**Ionisation energy and HOMO energy of CN(C)[Si](O)(O)Br across levels of theory**

The table holds the vertical ionisation energy, the neutral's −HOMO and the cation's ⟨S²⟩ for six functionals in def2-TZVPP and for Hartree-Fock in three basis treatments, at a PBE0-D4/def2-TZVP geometry (Ansatz 0.2.0). The program tests whether −HOMO, the ionisation energy and their difference (half the curvature of the energy against occupation) are linear in the share of exact exchange, fitting the four rows with a global share and extending the line to the range-separated functionals and Hartree-Fock. −HOMO spans 3.68 eV and the ionisation energy 0.36 eV; the line holds to about 0.1 eV within the fit and overshoots the range-separated pair by more than 1 eV. Energies from the same runs give the relaxation contained in the Hartree-Fock value (−2.32 eV) and the correlation that it lacks (about +1.2 eV), and place all functionals below CCSD(T), by 0.21 to 0.57 eV at the estimated basis limit.

Vertical ionisation of C2H8BrNO2Si (SMILES CN(C)[Si](O)(O)Br) in the gas phase, calculated with Ansatz 0.2.0 at the neutral's PBE0-D4/def2-TZVP geometry. The ionisation energy is cation less neutral, with the neutral restricted and the cation unrestricted; <S^2> is in ħ². HF/def2-limit is extrapolated from def2-TZVPP and def2-QZVPP.

## Program and output

```python
# Table: vertical ionisation energy, -HOMO and cation <S^2> of CN(C)[Si](O)(O)Br (Ansatz 0.2.0,
# six functionals/def2-TZVPP and HF, PBE0-D4/def2-TZVP geometry). Tested: linearity of -HOMO, IE and
# IE-(-HOMO) = half the curvature of E(n) in the exact-exchange share; what HF lacks.
T = {
    'level': ['PBE-D4/def2-TZVPP', 'r2SCAN-D4/def2-TZVPP', 'B3LYP-D4/def2-TZVPP', 'PBE0-D4/def2-TZVPP', 'wB97X-V/def2-TZVPP', 'wB97M-V/def2-TZVPP', 'HF/def2-QZVPP', 'HF/def2-TZVPP', 'HF/def2-limit'],
    'exx_long': [0, 0, 20, 25, 100, 100, 100, 100, 100],  # %
    'ie': [8.47, 8.5, 8.72, 8.67, 8.83, 8.83, 7.7, 7.69, 7.7],  # eV
    'minus_homo': [5.48, 5.72, 6.57, 6.79, 9.16, 9.07, None, None, None],  # eV
    's2': [0.753, 0.757, 0.755, 0.756, 0.755, 0.755, 0.765, 0.765, None],
}
import numpy as np
nm = [s.split('/')[0] for s in T['level']][:6]
a = np.array(T['exx_long'][:6], float)/100
ie = np.array(T['ie'][:6], float); h = np.array(T['minus_homo'][:6], float); d = ie - h
asr = np.array([0, 0, .20, .25, .17, .15])  # short-range shares: functional definitions, rounded
# Further outputs of the same runs (eV), pairs are (cation, neutral)
d4 = np.array([[-.39457, -.42464], [-.10107, -.10965], [-.634, -.68111], [-.33768, -.36356]])
d4 = d4[:, 0] - d4[:, 1]
hH = 10.01451  # -HOMO, RHF/def2-TZVPP
df = lambda p: p[0] - p[1]
hf = [df(p) for p in [(-85606.0056, -85613.6977), (-85607.9765, -85615.6749), (-85608.2479, -85615.9472)]]
ss, os_ = df((-9.614811, -10.01469)), df((-27.91246, -28.95666))
mp = [hf[0]+ss+os_, df((-85656.4288, -85665.663)), df((-85664.7928, -85674.0958))]
sdT, sdL = hf[0]+df((-38.88572, -40.02165)), df((-85666.1513, -85675.1461))
ccT, ccL = df((-85646.3465, -85655.2236)), df((-85667.6064, -85676.6503))
print("All energies in eV; table rounding 0.005 per value, 0.01 per difference")
print("level     IE-(-HOMO)  IE-CC/TZ  IE-CC/limit  -HOMO-CC/limit  <S^2>-0.75")
for i in range(6):
    print(f"{nm[i]:10s} {d[i]:+6.2f} {ie[i]-ccT:+10.2f} {ie[i]-ccL:+10.2f} {h[i]-ccL:+12.2f} {T['s2'][i]-.75:14.3f}")
ieH = T['ie'][7]
print(f"{'HF/TZVPP':10s} {ieH-hH:+6.2f} {ieH-ccT:+10.2f} {ieH-ccL:+10.2f} {hH-ccL:+12.2f} {T['s2'][7]-.75:14.3f}")
print(f"span over functionals: IE {np.ptp(ie):.2f}, -HOMO {np.ptp(h):.2f}, ratio {np.ptp(h)/np.ptp(ie):.1f}")
fm = lambda r: " ".join(f"{x:+.2f}" for x in r)
print("Line in global share a, fitted to PBE, r2SCAN, B3LYP, PBE0 (residual = actual - line)")
P = {}
for lab, y, yH in [("-HOMO", h, hH), ("IE", ie, ieH), ("IE-(-HOMO)", d, ieH-hH)]:
    p = np.polyfit(a[:4], y[:4], 1); P[lab] = p; e = np.polyval(p, 1)
    print(f" {lab}: {p[1]:.2f} {p[0]:+.2f} a; residuals {fm(y[:4]-np.polyval(p, a[:4]))}")
    print(f"   at a=1 line {e:.2f}; left-out residuals wB97X-V {y[4]-e:+.2f}, wB97M-V {y[5]-e:+.2f}, HF {yH-e:+.2f}")
print(f"PBE to PBE0: -HOMO {h[3]-h[0]:+.2f}, IE {ie[3]-ie[0]:+.2f}; per unit a {(h[3]-h[0])/a[3]:.2f}, {(ie[3]-ie[0])/a[3]:.2f}")
print(f"PBE to r2SCAN at a=0: -HOMO {h[1]-h[0]:+.2f}, IE {ie[1]-ie[0]:+.2f}")
p = P["IE-(-HOMO)"]
print(f"share a where IE=-HOMO: four-row line {-p[1]/p[0]:.2f}, PBE-PBE0 {a[3]*d[0]/(d[0]-d[3]):.2f}, PBE-HF {d[0]/(d[0]-ieH+hH):.2f}")
p6 = np.polyfit(a, h, 1); r6 = h - np.polyval(p6, a)
print(f"-HOMO, one line in long-range share, six rows: {p6[1]:.2f} {p6[0]:+.2f} a")
print(f"   residuals {fm(r6)}; rms {np.sqrt(np.mean(r6**2)):.2f}; worst {nm[np.argmax(abs(r6))]}; HF {hH-p6.sum():+.2f}")
A = np.c_[np.ones(6), asr, a]; c = np.linalg.lstsq(A, h, rcond=None)[0]; r = h - A@c
print(f"-HOMO, short + long range terms: {c[0]:.2f} {c[1]:+.2f} a_short {c[2]:+.2f} a_long")
print(f"   residuals {fm(r)}; rms {np.sqrt(np.mean(r**2)):.2f}; worst {nm[np.argmax(abs(r))]}; HF {hH-c.sum():+.2f}")
print(f"wB97X-V less wB97M-V: -HOMO {h[4]-h[5]:+.2f} (that fit {c[1]*(asr[4]-asr[5]):+.2f}), IE {ie[4]-ie[5]:+.2f}")
print("D4 part of IE: " + ", ".join(f"{nm[i]} {d4[i]:.3f}" for i in range(4)))
print(f"B3LYP less PBE0 IE {ie[2]-ie[3]:+.2f}, of which D4 {d4[2]-d4[3]:+.3f}")
print(f"HF/TZVPP: -HOMO {hH:.2f}, relaxation {hf[0]-hH:+.2f}, CCSD(T) correlation {ccT-hf[0]:+.2f}, sum {ccT:.2f}")
print(f"   Koopmans value less CCSD(T)/TZVPP {hH-ccT:+.2f}; correlation/relaxation {(ccT-hf[0])/(hH-hf[0]):.2f}")
print(f"HF IE TZ, QZ, limit: {hf[0]:.3f} {hf[1]:.3f} {hf[2]:.3f}; span {np.ptp(hf):.3f}")
print(f"MP2 IE TZ, QZ, limit: {mp[0]:.2f} {mp[1]:.2f} {mp[2]:.2f}; TZ to limit {mp[2]-mp[0]:+.2f}")
print(f"MP2/TZ correlation part: opposite spin {os_:.2f}, same spin {ss:.2f}, sum {ss+os_:.2f}")
print(f"CCSD IE TZ {sdT:.2f}, limit {sdL:.2f}; triples add {ccT-sdT:.2f}")
print(f"CCSD(T) IE TZ {ccT:.2f}, limit {ccL:.2f}, step {ccL-ccT:+.2f}; correlation at limit {ccL-hf[2]:.2f}")
print(f"MP2 less CCSD(T): TZ {mp[0]-ccT:+.2f}, limit {mp[2]-ccL:+.2f}")
print(f"HF IE less lowest functional IE {ieH-ie.min():+.2f}, less wB97X-V {ieH-ie[4]:+.2f}")
assert all(d[:4] > 1.5) and all(d[4:] < 0) and all(abs(d[4:]) < 0.5)
assert np.ptp(h) > 5*np.ptp(ie)
assert ieH < hH and ieH < ie.min() and abs(ieH - hf[0]) < 0.006
assert all(0 < s - .75 < .02 for s in T['s2'] if s is not None)
```

Running it gives:

```
All energies in eV; table rounding 0.005 per value, 0.01 per difference
level     IE-(-HOMO)  IE-CC/TZ  IE-CC/limit  -HOMO-CC/limit  <S^2>-0.75
PBE-D4      +2.99      -0.41      -0.57        -3.56          0.003
r2SCAN-D4   +2.78      -0.38      -0.54        -3.32          0.007
B3LYP-D4    +2.15      -0.16      -0.32        -2.47          0.005
PBE0-D4     +1.88      -0.21      -0.37        -2.25          0.006
wB97X-V     -0.33      -0.05      -0.21        +0.12          0.005
wB97M-V     -0.24      -0.05      -0.21        +0.03          0.005
HF/TZVPP    -2.32      -1.19      -1.35        +0.97          0.015
span over functionals: IE 0.36, -HOMO 3.68, ratio 10.2
Line in global share a, fitted to PBE, r2SCAN, B3LYP, PBE0 (residual = actual - line)
 -HOMO: 5.60 +4.79 a; residuals -0.12 +0.12 +0.01 -0.01
   at a=1 line 10.39; left-out residuals wB97X-V -1.23, wB97M-V -1.32, HF -0.38
 IE: 8.49 +0.89 a; residuals -0.02 +0.01 +0.05 -0.04
   at a=1 line 9.38; left-out residuals wB97X-V -0.55, wB97M-V -0.55, HF -1.69
 IE-(-HOMO): 2.89 -3.90 a; residuals +0.10 -0.11 +0.04 -0.03
   at a=1 line -1.01; left-out residuals wB97X-V +0.68, wB97M-V +0.77, HF -1.31
PBE to PBE0: -HOMO +1.31, IE +0.20; per unit a 5.24, 0.80
PBE to r2SCAN at a=0: -HOMO +0.24, IE +0.03
share a where IE=-HOMO: four-row line 0.74, PBE-PBE0 0.67, PBE-HF 0.56
-HOMO, one line in long-range share, six rows: 5.74 +3.42 a
   residuals -0.26 -0.02 +0.15 +0.20 +0.00 -0.09; rms 0.15; worst PBE-D4; HF +0.86
-HOMO, short + long range terms: 5.60 +1.53 a_short +3.27 a_long
   residuals -0.12 +0.12 +0.01 -0.01 +0.03 -0.03; rms 0.07; worst r2SCAN-D4; HF -0.39
wB97X-V less wB97M-V: -HOMO +0.09 (that fit +0.03), IE +0.00
D4 part of IE: PBE-D4 0.030, r2SCAN-D4 0.009, B3LYP-D4 0.047, PBE0-D4 0.026
B3LYP less PBE0 IE +0.05, of which D4 +0.021
HF/TZVPP: -HOMO 10.01, relaxation -2.32, CCSD(T) correlation +1.18, sum 8.88
   Koopmans value less CCSD(T)/TZVPP +1.14; correlation/relaxation 0.51
HF IE TZ, QZ, limit: 7.692 7.698 7.699; span 0.007
MP2 IE TZ, QZ, limit: 9.14 9.23 9.30; TZ to limit +0.17
MP2/TZ correlation part: opposite spin 1.04, same spin 0.40, sum 1.44
CCSD IE TZ 8.83, limit 8.99; triples add 0.05
CCSD(T) IE TZ 8.88, limit 9.04, step +0.17; correlation at limit 1.34
MP2 less CCSD(T): TZ +0.26, limit +0.26
HF IE less lowest functional IE -0.78, less wB97X-V -1.14
```
